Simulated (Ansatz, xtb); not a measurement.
C4H7NSSi2: which of two isomers lies lower

We compare I, `CC#C[SiH2]S[SiH2]C#N`, a singlet, with II, `N#CCC#C[SiH2]S[SiH3]`, a singlet. Both are isolated molecules in the gas phase, relaxed with r2SCAN-D4/def2-SVP; the shapes shown needn't be the lowest conformers.

I (Å):

```xyz
15

C    -0.0014    3.2513    2.0438
C    -0.2304    2.3264    0.9563
C    -0.3920    1.5283    0.0400
C     2.0393    0.0885    1.9634
N     2.5066    0.9654    2.5725
S     1.3135   -1.0110   -1.0835
Si   -0.4484    0.2605   -1.2508
Si    1.2824   -1.3349    1.0240
H     0.9147    2.9601    2.5861
H     0.1310    4.2782    1.6672
H    -0.8433    3.2501    2.7546
H    -0.3733    0.8313   -2.6218
H    -1.6728   -0.5768   -1.1065
H    -0.0956   -1.4992    1.5600
H     2.1341   -2.5164    1.3126
```

II (Å):

| atom | x (Å) | y (Å) | z (Å) |
| --- | --- | --- | --- |
| C | -0.4549 | -3.0965 | -0.2467 |
| C | -1.5547 | -2.3470 | 0.3694 |
| C | -1.1123 | -1.0796 | 0.9411 |
| C | -0.7267 | -0.0201 | 1.4132 |
| N | 0.4195 | -3.6852 | -0.7342 |
| S | 1.4759 | 2.2492 | 0.6337 |
| Si | 0.0156 | 1.5336 | 2.0378 |
| Si | 2.5018 | 0.3844 | 0.2326 |
| H | -2.3331 | -2.1732 | -0.3959 |
| H | -2.0190 | -2.9803 | 1.1474 |
| H | 0.6279 | 1.2493 | 3.3666 |
| H | -1.0207 | 2.5928 | 2.1632 |
| H | 2.6909 | -0.3781 | 1.5016 |
| H | 1.7492 | -0.4489 | -0.7456 |
| H | 3.8208 | 0.7748 | -0.3374 |

Quicker runs give these differences E(II) − E(I): GFN2-xTB −24.6 kJ/mol; HF/STO-3G +86.0 kJ/mol (at GFN2-xTB geometries); r2SCAN-D4/def2-SVP//GFN2-xTB +82.1 kJ/mol.

Which of the two would you expect CCSD(T)/def2-SVP + ΔMP2/def2-TZVPP electronic energies to favour?

Structure I; the calculation gives E(II) − E(I) = +79.3 kJ/mol.

The same difference at several levels:

```
                             level            geometry  E(II) − E(I) (kJ/mol)  departure from the last row (kJ/mol)  job, with rough time for the two
                          GFN2-xTB            GFN2-xTB                   −24.6                                −103.9              optimisation, 0.71 s
                         HF/STO-3G            GFN2-xTB                   +86.0                                  +6.7              single point, 0.52 s
      r2SCAN-D4/def2-SVP//GFN2-xTB            GFN2-xTB                   +82.1                                  +2.8                 single point, 5 s
                r2SCAN-D4/def2-SVP  r2SCAN-D4/def2-SVP                   +78.4                                  −0.9             optimisation, 2.6 min
                       HF/def2-SVP  r2SCAN-D4/def2-SVP                   +67.7                                 −11.6           part of the CCSD(T) run
                      MP2/def2-SVP  r2SCAN-D4/def2-SVP                   +74.2                                  −5.1           part of the CCSD(T) run
                  CCSD(T)/def2-SVP  r2SCAN-D4/def2-SVP                   +70.3                                  −9.0                      single point
CCSD(T)/def2-SVP + ΔMP2/def2-TZVPP  r2SCAN-D4/def2-SVP                   +79.3                                                   single point, 1.9 min
```

As drawn, II has 1 C–C, 1 Si–H in place of 1 C–Si, 1 C–H.

GFN2-xTB puts the two in the other order. The largest departure from CCSD(T)/def2-SVP + ΔMP2/def2-TZVPP is that of GFN2-xTB, 103.9 kJ/mol. The last row adds to CCSD(T) the change of the MP2 difference between the two basis sets, here +9.0 kJ/mol.

With thermal terms from frequencies at re-optimised GFN2-xTB minima (ideal gas, soft modes damped towards free rotors, one conformer each, 298.15 K, 1 atm): the zero-point term adds −5.5 kJ/mol; ΔH is +73.2 and ΔG +73.6 kJ/mol.

The correlated steps freeze 20 core orbitals. Run with Ansatz 0.2.0, xtb 6.7.1; the last row on 4 threads of Arm Neoverse V1 on a shared host.

Isomer I is clearly the lower of the two, and the preference follows from where the cyano group sits. In I it is bound to electropositive silicon, giving a strongly polar Si–C bond, and the alkyne keeps its methyl donor. In II cyanide and alkynyl, both electron-withdrawing, share one CH2 carbon, while silicon gains only a weakly polar Si–H bond. This probably outweighs the usual strength of C–C bonds.

Hartree–Fock already gives +67.7 kJ/mol in the def2-SVP basis, so the ordering doesn't depend on electron correlation. The reversed sign from GFN2-xTB lies in its energies rather than its structures, since r2SCAN-D4 gives +82.1 kJ/mol at those same geometries; its parametrised balance between bonds to silicon and to carbon is the likely culprit. Enthalpy and free energy nearly coincide, so entropy plays little part in the preference. The comparison doesn't show whether I also lies below its silyl isocyanide linkage isomer, a familiar competitor in silyl cyanide chemistry.
